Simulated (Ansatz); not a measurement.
## Sc: pressure and energy change per atom as volume scale varies

All results are calculated (Ansatz 0.2.0). Plane-wave DFT, scalar-relativistic PAW made under PBE with cores redone for the functional, no dispersion; the given relaxed cell is scaled uniformly, energy at zero smearing counts from the unscaled cell, pressure at the given Fermi-Dirac smearing is positive in compression.

The cell before it is scaled or strained (space group P6/mmm, No. 191):
```
CELL_PARAMETERS angstrom
5.21250 0.00000 0.00000
-2.60630 4.51420 0.00000
0.00000 0.00000 3.15520
ATOMIC_POSITIONS crystal
Sc 0.00000 0.00000 0.00000
Sc 0.33333 0.66667 0.50000
Sc 0.66667 0.33333 0.50000
```

Settings of every row: spin polarised yes; functional r2SCAN; wave cutoff 500 eV; smearing width 0.05 eV; k mesh 8x8x11.

Atom:
```csv
element,starting moment (Bohr magneton)
Sc,0.45
Sc,0.27
Sc,0.27
```

Limits: search for a lower magnetic state is off; the cell comes from a prototype or a list of computed structures and needn't be the stable phase.

```csv
row,volume scale,V (Å³/atom),pressure (GPa),energy change per atom (meV),largest site moment (Bohr magneton)
1,0.88,21.778,8.44,72.26,0.36
2,0.92,22.768,5.18,30.52,0.41
3,0.96,23.758,2.4,7.27,0.44
4,1.04,25.737,-2.01,6.39,0.48
5,1.08,26.727,?,?,?
6,1.12,27.717,-5.17,52.06,0.5
```

Question: what pressure and energy change per atom should row 5 give?

Worked fit of pressure. Take u = (V_r/V)^(2/3) − 1 with V_r = 23.758 Å³ an atom, which is twice the finite (Eulerian) strain; such expansions in the strain, on which the Birch-Murnaghan equation of state is built, carry the rest volume and the bulk modulus. The shown rows have u = 0.05973, 0.02878, 0, -0.05194, -0.09765. Least squares give pressure = 2.391 + 92.32 × u + 151.8 × u² GPa; a straight line predicts inner rows, each left out in turn, worse (root mean square 0.44 against 0.02 GPa). The rows lie off it by -0.01, 0.01, 0.01, -0.02, 0.01. The pressure vanishes at u = -0.0271, or V = 24.76 Å³ an atom, and there the bulk modulus at fixed shape and fractions is B = −V dP/dV = (2/3)(1 + u) dP/du = 54.5 GPa. Letting shape and atoms relax would as a rule lower it, by much in layered, chain or molecular crystals. The withheld row has u = -0.0755, so the fit gives 2.391 + 92.32 × (-0.0755) + 151.8 × (-0.0755)² = -3.71 GPa.

The calculation gave -3.73 GPa. The fit lies 0.02 GPa (0.15 % of the column's range) above it; its largest miss of a shown row is 0.02 GPa.

Worked fit of energy change per atom. Take u = (V_r/V)^(2/3) − 1 with V_r = 23.758 Å³ an atom, which is twice the finite (Eulerian) strain; such expansions in the strain, on which the Birch-Murnaghan equation of state is built, carry the rest volume and the bulk modulus. The shown rows have u = 0.05973, 0.02878, 0, -0.05194, -0.09765. Least squares give energy change per atom = 6.977 + 509.32 × u + 9905.7 × u² meV; a straight line predicts inner rows, each left out in turn, worse (root mean square 28 against 1.1 meV). The rows lie off it by -0.48, 0.68, 0.29, -0.86, 0.36 (root mean square 0.57 meV). The withheld row has u = -0.0755, so the fit gives 6.977 + 509.32 × (-0.0755) + 9905.7 × (-0.0755)² = 24.99 meV.

The calculation gave 24.35 meV. The fit lies 0.64 meV (2.6 % of the value, 0.97 % of the column's range) above it; its largest miss of a shown row is 0.86 meV.

The other values of row 5: largest site moment 0.49 Bohr magneton.
